**Plane-wave cutoffs of the waves of an aluminium ONCV pseudopotential: angular momentum, size or construction**

The table holds, for six reference waves of one ONCVPSP 4.0.1 potential for Al (PBE, non-relativistic, Al⁺ 3s² reference, with a bound s ghost), the residual kinetic energy above the optimisation wave number q_c and the cutoffs for errors of 10, 1, 0.1 and 0.01 mHa. The program tests an ordering by l, a size scale c·(x_l/r_c)²/2 with one fitted constant, and a steep fall up to q_c²/2 followed by a tail E^−(M−½) for M matching conditions. The order by l holds for 10 of 11 pairs at 10 mHa and for none of the six s–d pairs at 0.01 mHa, and the size scale misses its three fitted rows by 11 to 37 % of the table value. The local exponent drops across q_c²/2 in all six rows. The tail law, with no fitted constant, meets the d cutoffs within 4.4 % but falls short of the s and p cutoffs by factors of 1.35 to 4.9.

Calculated values. ONCVPSP 4.0.1, optimised norm-conserving Vanderbilt pseudopotential for Al (PBE, non-relativistic, [Ne] core, reference Al⁺ 3s²). For s, p and d in turn: radius 1.55, 1.25, 1.6 bohr; qcut 4, 5.6, 7 /bohr; 3, 3, 4 matching conditions; 8, 6, 7 Bessel functions. Each cutoff is where the wave's residual kinetic energy per electron falls to the stated error.

## Numerical check

```python
# Table: ONCVPSP 4.0.1 pseudopotential for Al (PBE, non-relativistic, Al+ 3s2 reference):
# residual kinetic energy above qc and cutoffs for 10, 1, 0.1, 0.01 mHa, wave by wave.
# Tested: (A) order by l, (B) size scale (x_l/rc)^2/2, (C) steep fall up to qc^2/2, then
# a tail E^-(M-1/2) from the jump in the M-th derivative (M matching conditions).
T = {
    'wave': ['3s', 's projector 2', 's projector 3', 'p projector 1', 'd projector 1', 'd projector 2'],
    'wave_norm_inside_radius': [0.1609, 0.1033, 0.07247, 0.03838, 0.09192, 0.141],
    'wave_kinetic_energy_above_qcut': [0.0969, 1.65, 1.91, 6.62, 0.0118, 0.741],  # mHa
    'wave_cutoff_for_10_mHa': [3.66, 4.16, 4.32, 12.54, 7.49, 17.14],  # Ha
    'wave_cutoff_for_1_mHa': [5.77, 13.22, 14.6, 65.75, 14.51, 23.6],  # Ha
    'wave_cutoff_for_a_tenth_mHa': [7.93, 98.22, 127.8, None, 19.96, 42.97],  # Ha
    'wave_cutoff_for_a_hundredth_mHa': [81.06, 153.7, 212.7, None, 25.52, 80.31],  # Ha
}
import numpy as np
from itertools import combinations
w = T['wave']; n = len(w)
l = [0 if a == '3s' else 'spd'.index(a[0]) for a in w]
# settings of the same run, for l = 0, 1, 2
rc = [1.55, 1.25, 1.6]; qc = [4.0, 5.6, 7.0]; M = [3, 3, 4]; N = [8, 6, 7]
x0 = [np.pi, 4.4934, 5.7635]  # first zeros of j_0, j_1, j_2
keys = ['10_mHa', '1_mHa', 'a_tenth_mHa', 'a_hundredth_mHa']; err = [10, 1, 0.1, 0.01]
C = [[T['wave_cutoff_for_' + k][i] for k in keys] for i in range(n)]
R = T['wave_kinetic_energy_above_qcut']; Eq = [q*q/2 for q in qc]
for j in range(3):
    print(f"{'spd'[j]}: qc^2/2 {Eq[j]:.2f} Ha, qc*rc {qc[j]*rc[j]:.1f}, tail exponent {M[j]-0.5}, "
          f"cutoff x{10**(1/(M[j]-0.5)):.2f} per decade, (N pi/rc)^2/2 {(N[j]*np.pi/rc[j])**2/2:.0f} Ha")
print("A. pairs of different l in which the higher l needs the higher cutoff")
good = []
for k in range(4):
    P = [(a, b) for a, b in combinations(range(n), 2) if l[a] != l[b] and C[a][k] and C[b][k]]
    good.append(sum((l[b]-l[a])*(C[b][k]-C[a][k]) > 0 for a, b in P))
    print(f"  {err[k]} mHa: {good[-1]} of {len(P)}; ratio d1/3s {C[4][k]/C[0][k]:.2f}, d2/3s {C[5][k]/C[0][k]:.3f}")
print(f"  p1/3s: {C[3][0]/C[0][0]:.2f} at 10 mHa, {C[3][1]/C[0][1]:.1f} at 1 mHa; "
      f"p1/d1: {C[3][0]/C[4][0]:.2f}, {C[3][1]/C[4][1]:.2f}")
S = [(x0[j]/rc[j])**2/2 for j in l]; first = [0, 3, 4]
c = np.exp(np.mean([np.log(C[i][0]/S[i]) for i in first]))
print(f"B. E(10 mHa) = c (x_l/rc)^2/2, c = {c:.2f} from 3s, p1, d1 (higher projectors not fitted)")
for i in range(n):
    print(f"  {w[i]}: scale {S[i]:.2f} Ha, model {c*S[i]:.2f}, table {C[i][0]:.2f} Ha, error {100*(c*S[i]/C[i][0]-1):+.0f}%")
print(f"  radius alone, 1/rc^2: p/s {(rc[0]/rc[1])**2:.2f}, d/s {(rc[0]/rc[2])**2:.2f}; "
      f"with x_l: p/s {S[3]/S[0]:.2f}, d/s {S[4]/S[0]:.2f}, p/d {S[3]/S[4]:.2f}")
print(f"  d2 minus d1 at 10 mHa: {C[5][0]-C[4][0]:.2f} Ha (energy step 2.5 Ha)")
print("C1. exponent -dln(error)/dln(E) per interval, | marks qc^2/2")
below, above = [], []
for i in range(n):
    pts = [(C[i][k], err[k], 0.005 if C[i][k] < 100 else 0.05, 0) for k in range(4) if C[i][k]]
    pts = sorted(pts + [(Eq[l[i]], R[i], 0, 0.5*10**(np.floor(np.log10(R[i]))-2))])
    assert all(a[1] > b[1] for a, b in zip(pts, pts[1:]))
    lo, hi, u = [], [], 0
    for a, b in zip(pts, pts[1:]):
        d = np.log(b[0]/a[0]); s = np.log(a[1]/b[1])/d
        u = max(u, (a[3]/a[1] + b[3]/b[1] + s*(a[2]/a[0] + b[2]/b[0]))/d)
        (lo if b[0] <= Eq[l[i]] else hi).append(s)
    below.append(lo); above.append(hi)
    f = lambda v: ' '.join(f"{s:.2f}" for s in v)
    print(f"  {w[i]}: {f(lo)} | {f(hi)}  (rounding up to {u:.2f})")
print("C2. E = (qc^2/2)(residual/target)^(1/(M-1/2)); target mHa: model/table Ha (table/model)")
rat = []
for i in range(n):
    out = []
    for k in range(4):
        if C[i][k] and err[k] < R[i]:
            p = Eq[l[i]]*(R[i]/err[k])**(1/(M[l[i]]-0.5)); rat.append((C[i][k]/p, w[i], err[k], l[i]))
            out.append(f"{err[k]}: {p:.1f}/{C[i][k]:.1f} ({C[i][k]/p:.2f})")
    print(f"  {w[i]}: " + '; '.join(out))
print("  worst: table/model %.2f for %s at %s mHa" % max(rat)[:3])
print(f"  d rows: largest miss {100*max(abs(1/r[0]-1) for r in rat if r[3] == 2):.1f}%")
print("Cutoff growth factor per decade of error (10>1, 1>0.1, 0.1>0.01 mHa); residual at qc")
for i in range(n):
    g = [f"{C[i][k+1]/C[i][k]:.2f}" if C[i][k+1] else "missing" for k in range(3)]
    print(f"  {w[i]}: {' '.join(g)}; {R[i]} mHa")
assert good[0] >= 10 and good[3] == 0
assert all(below[i][-1] > above[i][0] for i in range(n))
assert all(3 < s < 4 for s in above[5]) and all(above[i][0] < 1.5 for i in range(4))
```

Printed output:

```
s: qc^2/2 8.00 Ha, qc*rc 6.2, tail exponent 2.5, cutoff x2.51 per decade, (N pi/rc)^2/2 131 Ha
p: qc^2/2 15.68 Ha, qc*rc 7.0, tail exponent 2.5, cutoff x2.51 per decade, (N pi/rc)^2/2 114 Ha
d: qc^2/2 24.50 Ha, qc*rc 11.2, tail exponent 3.5, cutoff x1.93 per decade, (N pi/rc)^2/2 94 Ha
A. pairs of different l in which the higher l needs the higher cutoff
  10 mHa: 10 of 11; ratio d1/3s 2.05, d2/3s 4.683
  1 mHa: 8 of 11; ratio d1/3s 2.51, d2/3s 4.090
  0.1 mHa: 2 of 6; ratio d1/3s 2.52, d2/3s 5.419
  0.01 mHa: 0 of 6; ratio d1/3s 0.31, d2/3s 0.991
  p1/3s: 3.43 at 10 mHa, 11.4 at 1 mHa; p1/d1: 1.67, 4.53
B. E(10 mHa) = c (x_l/rc)^2/2, c = 1.59 from 3s, p1, d1 (higher projectors not fitted)
  3s: scale 2.05 Ha, model 3.26, table 3.66 Ha, error -11%
  s projector 2: scale 2.05 Ha, model 3.26, table 4.16 Ha, error -22%
  s projector 3: scale 2.05 Ha, model 3.26, table 4.32 Ha, error -25%
  p projector 1: scale 6.46 Ha, model 10.25, table 12.54 Ha, error -18%
  d projector 1: scale 6.49 Ha, model 10.29, table 7.49 Ha, error +37%
  d projector 2: scale 6.49 Ha, model 10.29, table 17.14 Ha, error -40%
  radius alone, 1/rc^2: p/s 1.54, d/s 0.94; with x_l: p/s 3.15, d/s 3.16, p/d 1.00
  d2 minus d1 at 10 mHa: 9.65 Ha (energy step 2.5 Ha)
C1. exponent -dln(error)/dln(E) per interval, | marks qc^2/2
  3s: 5.06 7.24 3.58 | 0.98  (rounding up to 0.32)
  s projector 2: 2.76 | 1.00 1.15 5.14  (rounding up to 0.01)
  s projector 3: 2.69 | 1.08 1.06 4.52  (rounding up to 0.01)
  p projector 1: 1.85 | 1.32  (rounding up to 0.01)
  d projector 1: 3.48 7.22 10.43 | 4.06  (rounding up to 0.12)
  d projector 2: 7.20 8.01 | 3.56 3.68  (rounding up to 0.06)
C2. E = (qc^2/2)(residual/target)^(1/(M-1/2)); target mHa: model/table Ha (table/model)
  3s: 0.01: 19.8/81.1 (4.08)
  s projector 2: 1: 9.8/13.2 (1.35); 0.1: 24.6/98.2 (4.00); 0.01: 61.7/153.7 (2.49)
  s projector 3: 1: 10.4/14.6 (1.41); 0.1: 26.0/127.8 (4.91); 0.01: 65.4/212.7 (3.25)
  p projector 1: 1: 33.4/65.8 (1.97)
  d projector 1: 0.01: 25.7/25.5 (0.99)
  d projector 2: 0.1: 43.4/43.0 (0.99); 0.01: 83.8/80.3 (0.96)
  worst: table/model 4.91 for s projector 3 at 0.1 mHa
  d rows: largest miss 4.4%
Cutoff growth factor per decade of error (10>1, 1>0.1, 0.1>0.01 mHa); residual at qc
  3s: 1.58 1.37 10.22; 0.0969 mHa
  s projector 2: 3.18 7.43 1.56; 1.65 mHa
  s projector 3: 3.38 8.75 1.66; 1.91 mHa
  p projector 1: 5.24 missing missing; 6.62 mHa
  d projector 1: 1.94 1.38 1.28; 0.0118 mHa
  d projector 2: 1.38 1.82 1.87; 0.741 mHa
```
